# Faraday's law as a rate law: margin comments

**1. Beside the heading: what is assumed.** The law follows from counting, and four premises carry it.

- P1. Charge is conserved. The bulk of the metal is neutral, so its excess charge $q$ sits at the surface.
- P2. Charge enters or leaves the metal only through the wire and through reactions at the interface.
- P3. Each reaction $i$ has a fixed stoichiometry, written as a reduction, reactants $+\,n_i e^-\to$ products, with coefficients $\nu_{ik}$ positive for products and negative for reactants.
- P4. Atoms are conserved. A deposit is a phase with volume $\Omega$ per atom, at rest relative to the substrate.

Conventions: $A$ is the geometric (projected) area, and $v_i$ is the net rate of reaction $i$ in moles of events per unit $A$ and time, positive in the reducing direction. The current $I=jA$ is positive when cathodic, so plating has $j>0$; the anodic-positive convention reverses the sign of every current below. $F=N_Ae=96485$ C/mol. Lengths are in nm or Å, energies in eV, temperatures in K; charges stay in C/cm². The proportionality of mass to charge goes back to Faraday (1833–34).

**2. Beside "$n$ electrons".** With charge numbers $z_k$, P1 applied to the written equation gives $n_i=-\sum_k\nu_{ik}z_k$. So $n$ belongs to the balanced equation and is not the number of electrons in the slow step. Multiplying the equation by $\lambda$ sends $n\to\lambda n$, $\nu\to\lambda\nu$ and $v\to v/\lambda$. The products $nv$ and $\nu v$ and the ratio $\nu/n$ do not change, and only these appear in results. Formulas without $\nu$ assume the equation is scaled to $|\nu|=1$ for the species weighed.

**3. Beside $j=nFv$: the charge balance.** In Li⁺ + e⁻ → Li no electron leaves the metal; an ion enters it. One argument covers both ion and electron transfer. Atoms of the metal phase count as neutral species, so one event changes the charge of everything outside the metal by $e\sum_k\nu_{ik}z_k=-n_ie$. By P1 the metal gains $+n_ie$. The wire delivers electrons, which changes $q$ at the rate $-I$. By P2 there is no further term:

$$\frac{dq}{dt}=-I+A\sum_i n_iFv_i .$$

Define partial current densities $j_i=n_iFv_i$, their sum $j_F$, and the charging term $j_C=-A^{-1}dq/dt$. Then

$$j=\sum_i n_iFv_i+j_C=j_F+j_C. \tag{1}$$

The familiar $j=nFv$ is (1) with one reaction and constant $q$. Since $q=\sigma A_{\rm true}$, with $\sigma$ the charge per true area, $j_C$ arises from a changing potential and also from a growing true area at fixed potential. In particle form, $j_i=n_ie\,\dot N_i$ with $\dot N_i=N_Av_i$ events per area and time; 1 mA/cm² is 62.4 electrons per nm² per second.

**4. Beside "rate law".** Equation (1) contains no potential, temperature or concentration. It converts a rate into a current and does not say what sets either. For one reaction at imposed current it fixes the rate completely, and the potential moves to whatever value delivers that rate. The rate is also a net one, $v=v_{\rm red}-v_{\rm ox}$. At equilibrium both gross rates equal $j_0/nF$, with $j_0$ the exchange current density, and the circuit sees nothing of them.

**5. Beside a multistep reaction.** Why may an overall $n$ be used when electrons go one at a time? Take Cu²⁺ + e⁻ → Cu⁺ at rate $v_1$ and Cu⁺ + e⁻ → Cu at rate $v_2$. Let $\Gamma$ be the amount of Cu⁺ held at the interface per area and $J$ its flux into the bath. Then $j_F=F(v_1+v_2)$ and $d\Gamma/dt=v_1-v_2-J$. Eliminating $v_1$,

$$j_F=2Fv_2+F\left(\frac{d\Gamma}{dt}+J\right). \tag{2}$$

The overall law with $n=2$ needs a steady intermediate that does not escape. If a fraction $f$ of the Cu⁺ formed escapes in steady state, $v_2=(1-f)v_1$, and the share of current that ends as metal is $2v_2/(v_1+v_2)=2(1-f)/(2-f)$. An assumed $f=0.02$ gives 0.990. The loss is about $f/2$, because an escaping ion has taken only one of the two electrons.

**6. Beside "the efficiencies sum to one".** Define $\epsilon_i=j_i/j_F$. The sum rule $\sum_i\epsilon_i=1$ is then an identity. An instrument reads $j$, and dividing (1) by it gives

$$\sum_i\frac{j_i}{j}=1-\frac{j_C}{j}. \tag{3}$$

The two definitions agree when $j_C$ is negligible, which is assumed from here on and sized in comment 11. Three gaps remain.

(a) The sum must run over every reaction, including any that run anodically.

(b) The bounds $0\le\epsilon_i\le1$ hold only if all $j_i$ share one sign. While lithium is stripped at $j=-1$ mA/cm², electrolyte reduction continues at, say, an assumed $j_s=+0.005$ mA/cm². Then $j_{\rm Li}=j-j_s=-1.005$ mA/cm², so $\epsilon_{\rm Li}=1.005$ and $\epsilon_s=-0.005$.

(c) At $j=0$ the efficiencies are undefined while the rates need not vanish: $j_{\rm Li}=-j_s$, and the metal corrodes at open circuit. This is the mixed-potential picture of Wagner and Traud (1938). It also removes an apparent ambiguity. A solvent molecule reduced "chemically" by freshly plated lithium is the sum of Li → Li⁺ + e⁻ and the solvent reduction. The first lowers the net $j_{\rm Li}$ by as much as the second raises $j_s$, so the balance is the same as if the electron had come straight from the wire.

**7. Beside $m=\epsilon QM/nF$.** By P3, reaction $i$ makes species $k$ at the rate $A\nu_{ik}v_i=A\nu_{ik}j_i/n_iF$. Multiply by the molar mass $M_k$, put $j_i=\epsilon_i j$ and integrate over time:

$$m=\frac{\nu M}{nF}\int\epsilon\,I\,dt=\frac{\nu\,\bar\epsilon\,QM}{nF},\qquad \bar\epsilon=\frac{\int\epsilon I\,dt}{\int I\,dt},\qquad Q=\int I\,dt. \tag{4}$$

The efficiency in the mass formula is the charge-weighted mean. It equals the time average when the current is constant. Equation (4) gives the mass of one product of one reaction. An electrode that keeps several solids (each with $\nu=1$) gains

$$m_{\rm tot}=\frac{Q}{F}\sum_i\bar\epsilon_i\frac{M_i}{n_i}. \tag{5}$$

Lithium has the smallest molar mass of any metal and one of the smallest masses per electron, so a small side current into a solid of larger $M_i/n_i$ can outweigh the lithium it displaces.

The coulombic efficiency of a plate-and-strip cycle is a different quantity. Let $Q_p$ be the charge plated, $Q_s$ the side charge summed over plating, rest and stripping, and $Q_d$ the charge equivalent of metal left electrically isolated. Integrating $j=j_{\rm Li}+j_s$ over the cycle gives $Q_p-Q_{\rm strip}=Q_d+Q_s$, because the net lithium term is the metal left at the end. Hence

$$\mathrm{CE}=\frac{Q_{\rm strip}}{Q_p}=1-\frac{Q_s+Q_d}{Q_p}\le\bar\epsilon_{\rm plating}, \tag{6}$$

where the bound holds for a cathodic side reaction and a substrate that started bare. Isolated metal was plated with full obedience to Faraday's law and lowers only the CE.

**8. Beside $dh/dt=\epsilon jM/nF\rho$.** Let $j_{\rm loc}$ be the deposition current per true area, counted through the moving surface itself. In time $dt$ an element $dS$ receives $j_{\rm loc}\,dS\,dt/ne$ atoms. By P4 they fill the volume $u\,dS\,dt$, with $u$ the normal velocity, so

$$u=\frac{\Omega\,j_{\rm loc}}{ne}. \tag{7}$$

For a surface $z=h(x,y,t)$ the unit normal is $(-\nabla h,1)/g$ with $g=\sqrt{1+|\nabla h|^2}$. A point of velocity $\mathbf w$ that stays on the surface keeps $z-h=0$, so $\mathbf w\cdot(-\nabla h,1)=\partial_th$, and the left side is $gu$. Thus $\partial_th=gu$, while $dS=g\,dx\,dy$. Averaging over the geometric area,

$$\frac{d\langle h\rangle}{dt}=\frac1A\int u\,dS=\frac{\Omega}{ne}\,\frac{1}{A}\int j_{\rm loc}\,dS=\frac{\epsilon j\,\Omega}{ne}=\frac{\epsilon jM}{nF\rho}. \tag{8}$$

The last step uses $\rho=M/N_A\Omega$ and $F=N_Ae$. Roughness and an uneven current distribution drop out: (8) is exact for the mean height of a void-free, single-valued profile when $j$ is referred to the geometric area. Surface diffusion only moves atoms sideways and leaves the mean unchanged. Local heights need (7). A hemispherical nucleus fed by a constant current $I_1$ has $j_{\rm loc}=I_1/2\pi r^2$; integrating (7) from $r=0$ gives $r^3=3\Omega I_1t/2\pi ne$, so $r\propto t^{1/3}$.

With pores, what (8) yields is the solid volume per area. A layer of uniform porosity $\phi$ has the envelope thickness $h_{\rm solid}/(1-\phi)$. Faraday's law is silent on $\phi$.

**9. Beside a constant $\epsilon$: a case where it varies.** The split between parallel reactions is kinetics, and must come from outside (1). A minimal model for lithium assumes that the side reaction builds a flat film of thickness $L$ and molar volume $V_s$, and is limited by transport through it under a fixed driving force, independent of $j$. Then $j_s=j_{s0}L_0/L$, with $L_0$ and $j_{s0}$ the initial values. Equation (8) applied to the film reads $dL/dt=V_sj_s/n_sF$. So $L\,dL/dt=V_sj_{s0}L_0/n_sF$ is constant, and

$$L=L_0\sqrt{1+t/\tau},\qquad j_s=\frac{j_{s0}}{\sqrt{1+t/\tau}},\qquad \tau=\frac{n_sFL_0}{2V_sj_{s0}}. \tag{9}$$

Integrating $j_s$ at constant $j$ up to $t=Q_A/j$, with $Q_A=Q/A$,

$$Q_{A,s}=2j_{s0}\tau\left(\sqrt{1+t/\tau}-1\right),\qquad \bar\epsilon=1-\frac{Q_{A,s}}{Q_A}. \tag{10}$$

For $t\gg\tau$ the loss tends to $2j_{s0}\sqrt{\tau/(jQ_A)}$. At fixed capacity it falls as $j^{-1/2}$, because faster plating leaves less time for the side reaction. This trend belongs to the flat-film model; a morphology that roughens with $j$ can reverse it.

**10. The numbers: lithium, 3 mAh/cm².** The capacity is read as charge passed, $Q_A=10.8$ C/cm², which is $6.74\times10^5$ electrons per nm². Typical inputs at 298 K: bcc lattice constant $a=3.51$ Å, $M_{\rm Li}=6.94$ g/mol, $M_{\rm C}=12.01$ g/mol, $M_{\rm O}=16.00$ g/mol, and a density of 2.11 g/cm³ for Li₂CO₃. Unrounded intermediate values are carried throughout.

Two atoms per cubic cell give $\Omega=a^3/2=21.6$ Å³ and $\rho=0.533$ g/cm³. With $n=1$ and $\epsilon=1$, equations (4) and (8) give 0.777 mg/cm² and a compact thickness of $1.46\times10^4$ nm. At 1 mA/cm² the front moves at 1.35 nm/s. With the (110) plane spacing $a/\sqrt2=2.48$ Å this is 5.4 layers per second.

For the side reaction assume ethylene carbonate + 2Li⁺ + 2e⁻ → Li₂CO₃ + C₂H₄, so $n_s=2$, $M_s=73.89$ g/mol and $V_s=35.0$ cm³/mol. Assume $j_{s0}=0.1$ mA/cm² and $\tau=30$ s. These two were chosen to give a 1 % loss at 1 mA/cm², as is typical of a good electrolyte, so that row is no prediction. By (9) they imply $L_0=10.9$ nm. The model gives:

| $j$ (mA/cm²) | $t$ (s) | $\epsilon$ at start | $\epsilon$ at end | $Q_{A,s}$ (C/cm²) | $\bar\epsilon$ | $h_{\rm Li}$ ($10^4$ nm) |
|---|---|---|---|---|---|---|
| 0.3 | 36000 | 0.667 | 0.990 | 0.202 | 0.981 | 1.43 |
| 1 | 10800 | 0.900 | 0.995 | 0.108 | 0.990 | 1.44 |
| 3 | 3600 | 0.967 | 0.997 | 0.060 | 0.994 | 1.45 |

At 1 mA/cm² the growth rate rises from 1.21 to 1.34 nm/s during the run. Storing a full 3 mAh/cm² as metal needs the root of $jt-Q_{A,s}(t)=10.8$ C/cm², which is 3.03 mAh/cm² passed.

The same row shows why neither a balance nor a thickness gauge reads $\bar\epsilon$ directly. The metal weighs 0.769 mg/cm² and the new carbonate 0.0414 mg/cm², together 0.810 mg/cm² by (5). Ascribed to lithium alone, this mass means an efficiency of 1.043 where the model has 0.990. The carbonate takes $V_s/2N_A=29.1$ Å³ per electron against 21.6 Å³ for the metal, so the 146 nm of lithium lost are replaced by 196 nm of film.

*The same count for chip wiring.* Copper plates from Cu²⁺ with $n=2$. The typical fcc lattice constant 3.615 Å gives $\Omega=a^3/4=11.81$ Å³, or 5.91 Å³ per electron, smaller than for lithium by a factor 3.66. With an assumed $\epsilon=1$, the charge 10.8 C/cm² yields $3.98\times10^3$ nm, and 10 mA/cm² moves a flat front at 3.69 nm/s. Assume trenches 50 nm wide and 100 nm deep at a pitch of 100 nm. Their true area is (100 + 2·100)/100 = 3 times the geometric one, so a uniform $j_{\rm loc}$ starts at a third of the flat rate. Their volume per geometric area is 50·100/100 = 50 nm. By the volume balance in (8), filling takes at least 13.6 s, or 0.136 C/cm², and more if copper also grows between the trenches.

**11. Range of validity, with sizes.** Equation (1) holds as long as P1–P3 do, at any overpotential and also beyond the limiting current, where only the $\epsilon_i$ and the morphology change. The simplified forms need more. The lithium loss of 1 % is the yardstick.

- *Stored charge.* Estimate $|\Delta q|/A\approx rC\,\Delta E$, with $r$ the ratio of true to geometric area. An assumed capacitance $C=10$ µF/cm² and an assumed swing $\Delta E=3$ V give a fraction $3\times10^{-6}$ of $Q_A$ for $r=1$ and $3\times10^{-4}$ for $r=100$. This is small against 1 %, but it matters once losses below $10^{-3}$ are quoted. For a hemispherical nucleus the surface charge $2\pi r_n^2\sigma$ compares with the faradaic charge $ne\,(2\pi r_n^3/3)/\Omega$ as $3\sigma\Omega/(ne\,r_n)$. An assumed $|\sigma|=10$ µC/cm², or 0.624 $e$/nm², gives 0.02 at $r_n=2$ nm. During nucleation and in short pulses $j_C$ must be kept.
- *Intermediates.* They must be steady and retained, or (2) replaces the overall law.
- *Volume per atom.* Rounding $a$ to ±0.005 Å leaves $\Omega$ uncertain by 0.4 %, which limits the third figure of each lithium thickness. The linear expansion coefficient is $46\times10^{-6}$ K⁻¹ (compiled room-temperature value, Wikipedia). Extended from 298 to 333 K it raises $\Omega$ by $3\alpha\,\Delta T=0.48$ %, or 70 nm for a stress-free film at a fixed number of atoms per area. That is half the 146 nm efficiency effect, so $\rho$ must be taken at the working temperature. The mass is unaffected.
- *Vacancies.* The monovacancy formation energy is 0.4 eV (compiled value, Riffe 2024, temperature not stated). With $k_BT=0.0257$ eV at 298 K and the formation entropy neglected, the equilibrium fraction $e^{-E_f/k_BT}$ is about $2\times10^{-7}$. A shift of 0.05 eV changes it by a factor 7, and it stays negligible.
- *A separate phase at rest.* On a substrate that alloys with lithium, (4) survives, but there is no lithium phase and $\Omega$ gives way to a partial volume in the alloy. If the deposit creeps under pressure, (7) fails locally, while the solid volume still obeys (8).
- *Pores.* This is the largest correction. An assumed $\phi=0.5$ turns metal plus new film into an envelope of $2.9\times10^4$ nm.

The model's result for 3 mAh/cm² at 1 mA/cm² is 0.769 mg/cm² of metal, or $1.44\times10^4$ nm if compact. That thickness is a lower bound on the envelope. As typical knowledge and not as a measurement, lithium plated from liquid electrolytes is thicker than this by tens of per cent under stack pressure and by a factor of two to several without it, and its surface film is nearer tens of nm than the model's 196 nm, because the side charge spreads over a larger true area and part of the cycle loss is isolated metal.